In silicon carbide, one percent of strain costs a few meV per atom and shifts the band gap by little more than a tenth of an electronvolt at most. Two rules usually turn such numbers into a forecast. The energy rises with the square of the strain, and the gap changes in proportion to it. Each rule rests on a condition that is easily forgotten, and the table below breaks both conditions, one at small strain and the other most plainly at large strain.

Wurtzite SiC (4 atoms per cell, unstrained a = 3.075, c = 5.048 Å), computed with Ansatz 0.2.0 using HSE06, plane-wave PAW, a 420 eV cutoff, a 6×6×4 k mesh and no spin polarisation. The unstrained cell, the atoms and the free c length are relaxed with r2SCAN. Changes are relative to the unstrained cell; uniaxial strain holds the sides fixed, and shear is the engineering angle.

```
 strain kind  strain (%)  band gap (eV)  band gap change (eV)  least direct gap change (eV)  energy rise per atom (meV)
epitaxial xy          -1          3.040                -0.120                         0.143                         3.1
epitaxial xy        -0.5          3.102                -0.059                         0.072                         0.5
epitaxial xy         2.5          3.318                 0.157                        -0.366                        26.8
epitaxial xy           4          3.134                -0.027                        -0.588                        63.9
 hydrostatic          -2          3.061                -0.100                         0.145                        23.7
 hydrostatic         2.5          3.274                 0.114                        -0.177                        44.5
 hydrostatic           5          3.377                 0.216                        -0.376                       156.2
    shear xy         1.5          3.095                -0.065                        -0.060                         1.5
  uniaxial x         0.5          3.164                 0.004                        -0.057                         0.7
  uniaxial x         1.5          3.174                 0.014                        -0.171                         4.7
  uniaxial z           3          3.021                -0.140                         0.181                        18.9
```

Epitaxial strain sets both edges in the basal plane and lets the length along c adjust, as in a film on a substrate. Hydrostatic strain changes all lengths by the same fraction. Positive strain is tension. The problem follows the epitaxial rows at −0.5, −1 and +4 %.

(a) Compare the energy rises at epitaxial −0.5 and −1 %. Does the square law hold? If it does not, find the reason and repair the comparison.

Solution. Doubling the strain should multiply the energy rise by four. The table gives 0.5 and 3.1 meV per atom, a factor of about six. Dividing each rise by the squared strain shows what kind of failure this is: the quotient should be constant, but it is only 1.97 at −0.5 % and already 3.08 at −1 %. It changes most where the strain is smallest, which is the mark of a term linear in the strain ε:

E(ε) = aε + kε²

E(ε)/ε² = k + a/ε

Here k is the stiffness that one wants, and a is the slope of the energy at zero strain. The square law assumes that a vanishes, in other words that the starting cell sits at the minimum of the energy. It does not, because the cell was relaxed with r2SCAN while the energies are those of HSE06, which prefers a slightly smaller cell. For HSE06 the starting cell is therefore already stretched, and a small compression first releases energy before it costs any.

The size of the linear term follows from the stress in the unstrained HSE06 calculation, a tension of about 1.0 GPa along each direction in the plane and 1.5 GPa along c. The work per atom is the volume per atom V times the sum of stress σ times strain over the three axes:

aε = V(σx εx + σy εy + σz εz)

At epitaxial −1 % the cell lengthens by 0.18 % along c. With V = 10.34 Å³ and 1 eV/Å³ = 160.2 GPa, the estimate reads

aε ≈ 10.34 × (−2 × 1.0 × 0.010 + 1.5 × 0.0018) / 160.2 eV ≈ −1.1 meV

The energy rise without this term is 3.1 + 1.1 = 4.2 meV. At −0.5 % the linear term is half as large, and the corrected rise becomes about 1.1 meV. With unrounded energies the ratio of the two is 3.98, so the square law is restored.

The uniaxial x rows repeat the test under tension, where the linear term adds to the energy instead of lowering it. Tripling the strain should give a factor of nine; the raw energies give 6.3 and the corrected ones 9.0. The correction has no adjustable constant, but stress is itself the slope of the HSE06 energy. The agreement thus shows that the starting cell is off the HSE06 minimum, and that the loosely converged stresses are good enough for this purpose. HSE06 also leaves forces of about 0.02 eV/Å on the atoms along c; their work is linear in the strain too and is left out here, so the corrected ratios are not exact tests.

For practical work the lesson is that a smaller strain is not automatically a safer one. A stiffness taken from the −0.5 % row alone would come out at less than half its corrected value. Equal strains of both signs cure this, since the linear term cancels in their average. What remains after the correction is the ordinary failure at large strain: the corrected stiffness at +4 % is about 12 % below that at −1 %, as expected when stretched bonds soften.

(b) The gaps were computed in the same slightly stretched cells. Estimate how much this mismatch matters for them.

Solution. The minimum of aε + kε² lies at

ε = −a/(2k)

For hydrostatic strain the linear term is about 2.3 meV per percent, and the corrected stiffness near zero strain is about 6.6 meV per squared percent. The minimum is then at about −0.17 %. The hydrostatic row at −2 % shows that the gap falls by 0.05 eV per percent of compression, so moving to the minimum would lower it by only about 0.01 eV.

This is an estimate for an even change of all lengths; the true HSE06 cell would also differ a little in shape. It still makes the main point clear. The mismatch distorts small energy differences badly because the energy is flat near its minimum, so that at small strain even a slight slope outweighs the curvature. The gap has a slope of its own at zero strain, and a small offset barely changes it. A large failure of the gap rule must have another origin.

(c) Draw a straight line for the gap change through zero and the epitaxial −1 % row. What does it predict at +4 %, and why is the prediction wrong?

Solution. Compression by 1 % lowers the gap by 0.120 eV, so the line promises a gain of 0.48 eV at +4 %. The calculation gives a loss of 0.027 eV. The miss of about half an electronvolt is larger than any entry in the column of band gap changes.

The rule comes from first-order perturbation theory. A weak strain shifts each electron level in proportion to its size, but every level has its own slope, called a deformation potential. The gap is the distance between the lowest empty level and the highest filled one:

gap = lowest empty level − highest filled level

The straight line therefore holds only while the same two levels play these parts. In the conduction band the part changes hands. Up to epitaxial +2.5 % the minimum lies at the point K of the Brillouin zone, but at +4 % it lies at M. Near zero strain the M level is still about half an electronvolt higher, as the uniaxial x row at +0.5 % shows, so in-plane tension must pull it down much faster than K. At +4 % the conduction edge ends up 0.24 eV below its line.

The other half of the miss comes from the valence band, whose edge lies 0.27 eV above its line at +4 %. A likely cause of much of this is a similar change of parts at Γ, the centre of the zone. In wurtzite crystals the valence top is made of p orbitals, and in-plane tension lowers those lying in the plane faster than the one pointing along c, which can then take over as the highest level. The outputs support this picture. A shear of 1.5 % in the plane lifts the valence edge by 0.07 eV and leaves the conduction edge almost unmoved. This is expected if two in-plane levels share the top at zero strain and the shear pushes one up and the other down, 0.13 eV apart in all. In the uniaxial x row at +0.5 %, where the distortion in the plane is a third as large, the two highest levels at Γ are indeed split by a third of that, 0.04 eV. The next level lies 0.07 eV below the lower of the two and 0.09 eV below their mean. This cell is already stretched in the plane, so the spacing at zero strain is expected to be somewhat larger, yet a modest difference in slope is still enough for a crossing. Under epitaxial strain the valence edge falls by 0.26 eV per percent between −1 % and zero, but by only 0.17 eV per percent between +2.5 and +4 %, as it would if a slower level had taken over. Part of this flattening is ordinary curvature, though. The slope already eases from 0.264 eV per percent between −1 and −0.5 % to 0.257 between −0.5 % and zero, and in the hydrostatic rows it eases from 0.39 below zero to 0.33 between +2.5 and +5 %. Not all of the 0.27 eV need come from a crossing. The lower levels of the stretched epitaxial cells were not printed, so the crossing itself remains an inference. The division between the two edges is also less secure than their sum, because single levels are measured from a potential zero that shifts with the cell.

Two comparisons show that large strain alone does not break the rule. The least direct gap, taken at one and the same point of the zone, belongs to M in the unstrained cell and in both stretched epitaxial ones. At +4 % it misses its own line by only 0.016 eV. Under hydrostatic tension the indirect gap stays between Γ and K, and even at +5 % it is only 0.034 eV below the line through the −2 % row. What matters here is the change of shape, wider in the plane and shorter along c, which carries M below K and probably reorders the top levels at Γ.

The failure announces itself before the gap turns round. At epitaxial +2.5 % the gap is still wider than at zero strain, but its average gain per percent is only about half of the slope found in compression. Read against the potential zero of each run, nearly all of this early loss is on the valence side, while the conduction edge still follows its line. A gap that grows more slowly while the direct gap keeps its pace is thus a reason to look at which levels form the edges.

The direction of the error can be foreseen as well. When levels move along straight lines and cross, the lowest empty one can only bend the conduction edge down, and the highest filled one can only bend the valence edge up. Each crossing makes the gap smaller than the old line predicts. A linear forecast carried past a crossing is therefore too high, whichever band the crossing is in. The shear row is the extreme case: the two in-plane levels meet at zero strain itself, so a shear of either sign is expected to narrow the gap, and no single line through zero holds on both sides. The printed analysis after this text lists the corrected energies and the misses from each line.

Numerical output:

```
Energy per atom in meV and the same divided by squared percent strain:
           row  strain    rise  linear term  corrected  rise/strain2  corrected/strain2
  epitaxial xy      -1   3.077       -1.127      4.205         3.077              4.205
  epitaxial xy    -0.5  0.4925      -0.5635      1.056          1.97              4.224
  epitaxial xy     2.5   26.78        2.868      23.91         4.284              3.826
  epitaxial xy       4   63.88        4.607      59.27         3.992              3.705
   hydrostatic      -2   23.69       -4.561      28.25         5.921              7.062
   hydrostatic     2.5   44.52        5.701      38.82         7.124              6.211
   hydrostatic       5   156.2         11.4      144.8         6.248              5.792
      shear xy     1.5    1.53            0       1.53          0.68               0.68
    uniaxial x     0.5    0.74       0.3252     0.4148          2.96              1.659
    uniaxial x     1.5   4.697       0.9755      3.722         2.088              1.654
    uniaxial z       3   18.85         2.94      15.91         2.095              1.768
Epitaxial -1 % over -0.5 %, ratio of energy rises (square law gives 4): 6.249
Same ratio after removal of the linear term: 3.982
Uniaxial x 1.5 % over 0.5 %, ratio of energy rises (square law gives 9): 6.348
Same ratio after removal of the linear term, uniaxial x: 8.972
Estimated hydrostatic strain of the HSE06 energy minimum, %: -0.1718
Estimated gap change from the reference cell to that minimum, eV: -0.008591
Gap change at epitaxial +4 % by the line through the -1 % row, eV: 0.48
Gap, computed less line, epitaxial +2.5 %, eV: -0.143
Gap, computed less line, epitaxial +4 %, eV: -0.507
Valence edge, computed less line, epitaxial +2.5 %, eV: 0.1379
Valence edge, computed less line, epitaxial +4 %, eV: 0.2707
Conduction edge, computed less line, epitaxial +2.5 %, eV: -0.005079
Conduction edge, computed less line, epitaxial +4 %, eV: -0.2363
Least direct gap, computed less line, epitaxial +4 %, eV: -0.016
Gap, computed less line through the -2 % row, hydrostatic +5 %, eV: -0.034
Conduction level at M above that at K, uniaxial x +0.5 %, typed from the outputs, eV: 0.4622
```
